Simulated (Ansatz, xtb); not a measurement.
Two isomers of C3H8B2

Structure X is `BC1(B)CC1`, a singlet and structure Y is `B[C@@H]1C[C@@H]1B`, a singlet. Both are isolated molecules in the gas phase, relaxed with B3LYP/def2-SVP; the shapes shown needn't be the lowest conformers.

X (Å):

```xyz
13

C    -1.2406    1.1495    0.7547
C     0.1422    1.4633    0.0546
C    -0.8597    2.5174    0.0586
B    -1.2053    1.1770    2.2945
B    -2.1883    0.2512   -0.0625
H    -1.9360    0.4806    2.9575
H    -0.4295    1.9117    2.8675
H    -2.9714   -0.4963    0.4730
H    -2.1574    0.2855   -1.2740
H     0.3344    0.9136   -0.8703
H     1.0006    1.5409    0.7268
H    -1.4024    2.7408   -0.8636
H    -0.7361    3.3681    0.7336
```

Y (Å):

```xyz
13

C    -1.3870    0.6635    1.2417
C    -1.5531    0.4081   -0.2326
C    -1.8262    1.8173    0.2212
B    -0.0036    0.7001    1.9171
B    -0.8721    2.9824   -0.1009
H     0.9912    0.9374    1.2788
H     0.1025    0.4696    3.0985
H    -2.2456    0.3656    1.8526
H    -0.6480    0.2326   -0.8206
H    -2.4155   -0.1912   -0.5391
H    -2.8868    2.0502    0.3627
H     0.2898    2.7804   -0.3511
H    -1.2857    4.1175   -0.1267
```

Quicker runs give these differences E(Y) − E(X): GFN2-xTB −1.87 kcal/mol; HF/STO-3G −0.21 kcal/mol (at GFN2-xTB geometries); r2SCAN-D4/def2-SVP +1.14 kcal/mol (at GFN2-xTB geometries).

Problem. Which of the two would you expect CCSD(T)/def2-SVP + ΔMP2/def2-TZVPP electronic energies to favour?

Solution. Structure X; the calculation gives E(Y) − E(X) = +1.96 kcal/mol.

Level by level:

```csv
level,geometry,E(Y) − E(X) (kcal/mol),departure from the last row (kcal/mol),"job, with rough time for the two"
GFN2-xTB,GFN2-xTB,−1.87,−3.83,"optimisation, 0.35 s"
HF/STO-3G,GFN2-xTB,−0.21,−2.17,"single point, 0.55 s"
r2SCAN-D4/def2-SVP,GFN2-xTB,+1.14,−0.82,"single point, 7.2 s"
B3LYP/def2-SVP,B3LYP/def2-SVP,+0.91,−1.05,"optimisation, 76 s"
HF/def2-SVP,B3LYP/def2-SVP,+1.40,−0.57,part of the CCSD(T) run
MP2/def2-SVP,B3LYP/def2-SVP,+2.11,+0.15,part of the CCSD(T) run
CCSD(T)/def2-SVP,B3LYP/def2-SVP,+1.74,−0.23,single point
CCSD(T)/def2-SVP + ΔMP2/def2-TZVPP,B3LYP/def2-SVP,+1.96,,"single point, 56 s"
```

As drawn, both hold the same kinds of bond in the same numbers.

GFN2-xTB puts the two in the other order. HF/STO-3G finds them nearly level. The largest departure from CCSD(T)/def2-SVP + ΔMP2/def2-TZVPP is that of GFN2-xTB, 3.83 kcal/mol. The last row adds to CCSD(T) the change of the MP2 difference between the two basis sets, here +0.23 kcal/mol.

With harmonic frequencies from B3LYP/def2-SVP (ideal gas, rigid rotor, one conformer each, 298.15 K, 1 atm): the zero-point term adds +0.03 kcal/mol; ΔH is +2.10 and ΔG +1.16 kcal/mol.

The correlated steps freeze 5 core orbitals. Mirror images aren't counted in ΔG. Run with Ansatz 0.2.0, xtb 6.7.1; the last row on 2 threads of Arm Neoverse N1 on a shared host.

The preference for X, the geminal diborylcyclopropane, over Y, its cis-1,2 isomer, is small. In both structures the empty boron p orbitals lie parallel to the opposite ring bond, where they accept density from the ring's Walsh orbitals. The geometries bear this out: in X the two ring bonds at the substituted carbon are long and the distal one short, while in Y the bond between the boryl-bearing carbons is stretched. Since both isomers have this conjugation, it largely cancels. The remaining preference probably reflects the benefit of placing two electropositive σ-donors on one carbon, together with some cis crowding in Y.

Hartree–Fock in the split-valence basis already favours X, so the order doesn't depend on electron correlation. Entropy narrows the gap, probably through softer boryl torsions and lower symmetry in Y. The result doesn't establish a general preference for geminal over vicinal substitution, because the trans-1,2 isomer, which would relieve the cis contact, isn't among the structures compared.
